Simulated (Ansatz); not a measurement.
**From three elastic constants to directional properties of MnPt3**

Computed with DFT LDA, scalar-relativistic, plane waves, PAW in Ansatz. Settings: 420 eV plane-wave cutoff, Γ-centred 12×12×12 mesh, Gaussian smearing of 0.20 eV. Collinear spin, site moments 3.6, 0.2, 0.2, 0.2 μB.

Relaxed structure:
```cif
data_structure
_symmetry_space_group_name_H-M 'Pm-3m'
_symmetry_Int_Tables_number 221
_cell_length_a 3.8423
_cell_length_b 3.8423
_cell_length_c 3.8423
_cell_angle_alpha 90.000
_cell_angle_beta 90.000
_cell_angle_gamma 90.000
_cell_volume 56.72
loop_
_atom_site_label
_atom_site_type_symbol
_atom_site_symmetry_multiplicity
_atom_site_Wyckoff_symbol
_atom_site_fract_x
_atom_site_fract_y
_atom_site_fract_z
_atom_site_occupancy
Mn1 Mn 1 a 0.00000 0.00000 0.00000 1
Pt1 Pt 3 c 0.00000 0.50000 0.50000 1
```

In a metal, frequencies and elastic constants depend on the k mesh and the smearing, soft modes and shear constants most. Spin–orbit coupling is left out, which matters for heavy elements.

With ions relaxed, on the cubic axes: C11 = 378.5, C12 = 217.9, C44 = 139.8 GPa. The density is 18.741 g/cm³.

Problem. Is the crystal stable against strain, and how anisotropic is it?

Solution. Born's conditions hold: C11 + 2C12 = 814.4, C11 − C12 = 160.6 and C44 = 139.8 GPa are all positive. B = (C11 + 2C12)/3 = 271.5 GPa. The two shear moduli are C44 and C′ = (C11 − C12)/2 = 80.3 GPa, so Zener's ratio is A = C44/C′ = 1.74: the tetragonal shear C′ is the soft one, as in many fcc and bcc metals and zincblende crystals. The Cauchy pressure C12 − C44 is 78.2 GPa; it would vanish for pair forces between atoms on inversion centres at zero pressure, and a positive value is usual with metallic or many-body binding, and where atoms off inversion centres relax under shear, which lowers C44.

Problem. Give the sound speeds along the three symmetry directions.

Solution. The Christoffel equation gives ρv² for each branch:
| direction | branch | ρv² | GPa | v (m/s) |
| --- | --- | --- | --- | --- |
| [100] | L | C11 | 378.5 | 4494 |
| [100] | T (×2) | C44 | 139.8 | 2731 |
| [110] | L | (C11 + C12 + 2C44)/2 | 438.0 | 4834 |
| [110] | T, u ∥ [001] | C44 | 139.8 | 2731 |
| [110] | T, u ∥ [1-10] | (C11 − C12)/2 | 80.3 | 2070 |
| [111] | L | (C11 + 2C12 + 4C44)/3 | 457.8 | 4943 |
| [111] | T (×2) | (C11 − C12 + C44)/3 | 100.1 | 2311 |

Problem. How does Young's modulus depend on direction?

Solution. Inverting gives S11 = 4.561, S12 = -1.666, S44 = 7.155 TPa⁻¹. Along a unit vector (l, m, n), 1/E = S11 − 2(S11 − S12 − S44/2)(l²m² + m²n² + n²l²), where the last bracket is 0, 1/4 and 1/3 for [100], [110] and [111]: E = 219, 309 and 358 GPa. With A > 1 the body diagonal is stiffest. For a film on (001), the biaxial modulus is C11 + C12 − 2C12²/C11 = 346 GPa and the normal strain is −2C12/C11 = -1.15 times the in-plane one.

Cost: 2 runs of about 12 core-minutes in all, on Oxide Virtual Turin-like Processor (Zen 5) (shared hosts).

MnPt3 is elastically stable in the ferromagnetic state computed, and its easiest distortion is the tetragonal shear, with C′ = 80.3 GPa against C44 = 139.8 GPa. The ordering follows largely from the fcc-derived packing: nearest-neighbour bonds lie along face diagonals, and central forces along them already resist C44 shear more than C′ shear. The same geometry makes the cube axis the most compliant direction in tension. Every atom in this structure sits on an inversion centre, so internal relaxation under homogeneous strain can't explain the positive Cauchy pressure. It points instead to many-body metallic cohesion, probably with a large contribution from the Pt 5d band hybridised with Mn 3d. The moments fit this picture, with a large exchange-split Mn moment and small parallel ones induced on Pt. The lattice parameter is shorter than the measured one, the usual LDA overbinding, so the bulk modulus is probably too high. Positive elastic constants don't exclude phonon instabilities at finite wavevector or a lower-energy magnetic order.
